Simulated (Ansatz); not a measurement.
# LaIn: energy above relaxed cell and pressure against volume per atom

Results calculated with Ansatz 0.2.0, not measured. Plane-wave density functional theory, PAW datasets, Gaussian smearing 0.05 eV: one cell in which all forces lie under 0.002 eV/angstrom; stress (xx yy zz yz xz xy) and pressure positive in compression; site moments are of spin alone; formation energy from the elements run alike, uncorrected.

Cell of the first row (space group Pm-3m, No. 221):
```
CELL_PARAMETERS angstrom
3.84070 0.00000 0.00000
0.00000 3.84070 0.00000
0.00000 0.00000 3.84070
ATOMIC_POSITIONS crystal
La 0.00000 0.00000 0.00000
In 0.50000 0.50000 0.50000
```

Settings of every row: paw set soft_2; functional PBEsol; spin treatment none; moment partition spheres; spin axis none; wave cutoff 420 eV; k mesh 8x8x8; SCF start atoms; lower state search light; symmetry use detected.

Atom first moment, atom hubbard u: 0 on all atoms.

Limits: the cell comes from a prototype or a list of computed structures and needn't be the stable phase.

| row | volume per atom (Å³) | energy above relaxed cell (meV per atom) | pressure (GPa) | formation energy (eV per atom) |
| --- | --- | --- | --- | --- |
| 1 | 28.328 | 8.74 | 2.452 | -0.5216 |
| 2 | 28.91 | 2.15 | 1.179 | -0.5282 |
| 3 | 28.918 | 2.1 | 1.162 | -0.5282 |
| 4 | 29.137 | ? | ? | ? |
| 5 | 29.508 | 0 | -0.002 | -0.5303 |
| 6 | 30.098 | 2 | -1.044 | -0.5283 |
| 7 | 30.688 | 7.65 | -1.965 | -0.5227 |

Question: what energy above relaxed cell and pressure should row 4 give?

Worked fit of energy above relaxed cell. Take u = (V_r/V)^(2/3) − 1 with V_r = 29.213 Å³ an atom, which is twice the finite (Eulerian) strain; such expansions in the strain, on which the Birch-Murnaghan equation of state is built, carry the rest volume and the bulk modulus. The shown rows have u = 0.02072, 0.00698, 0.00679, -0.00668, -0.0197, -0.03231. Least squares give energy above relaxed cell = 0.51 + 153.71 × u + 11692 × u² + 2922 × u³ meV per atom; a parabola predicts inner rows, each left out in turn, worse (root mean square 0.02 against 0.009 meV per atom). The rows lie off it by 0.00, 0.00, 0.01, 0.00, 0.00, 0.00. Its lowest point lies at u = -0.0066, or V = 29.5 Å³ an atom, and the curvature there gives the bulk modulus at fixed shape and fractions, B = (4/9)(1 + u)² E″(u)/V = 55.4 GPa. The withheld row has u = 0.00174, so the fit gives 0.51 + 153.71 × (0.00174) + 11692 × (0.00174)² + 2922 × (0.00174)³ = 0.81 meV per atom.

The calculation gave 0.81 meV per atom. The fit meets it to the printed digit.

Worked fit of pressure. Take u = (V_r/V)^(2/3) − 1 with V_r = 29.213 Å³ an atom, which is twice the finite (Eulerian) strain; such expansions in the strain, on which the Birch-Murnaghan equation of state is built, carry the rest volume and the bulk modulus. The shown rows have u = 0.02072, 0.00698, 0.00679, -0.00668, -0.0197, -0.03231. Least squares give pressure = 0.5644 + 86.471 × u + 234.98 × u² − 566 × u³ GPa; a parabola predicts inner rows, each left out in turn, worse (root mean square 0.0036 against 0.00094 GPa). The rows lie off it by 0.000, 0.000, 0.000, 0.001, 0.000, 0.000. The pressure vanishes at u = -0.0066, or V = 29.51 Å³ an atom, and there the bulk modulus at fixed shape and fractions is B = −V dP/dV = (2/3)(1 + u) dP/du = 55.1 GPa. The withheld row has u = 0.00174, so the fit gives 0.5644 + 86.471 × (0.00174) + 234.98 × (0.00174)² − 566 × (0.00174)³ = 0.716 GPa.

The calculation gave 0.715 GPa. The fit lies 0.001 GPa (0.023 % of the column's range) above it, one unit of the last digit.

The other values of row 4: formation energy -0.5295 eV per atom.
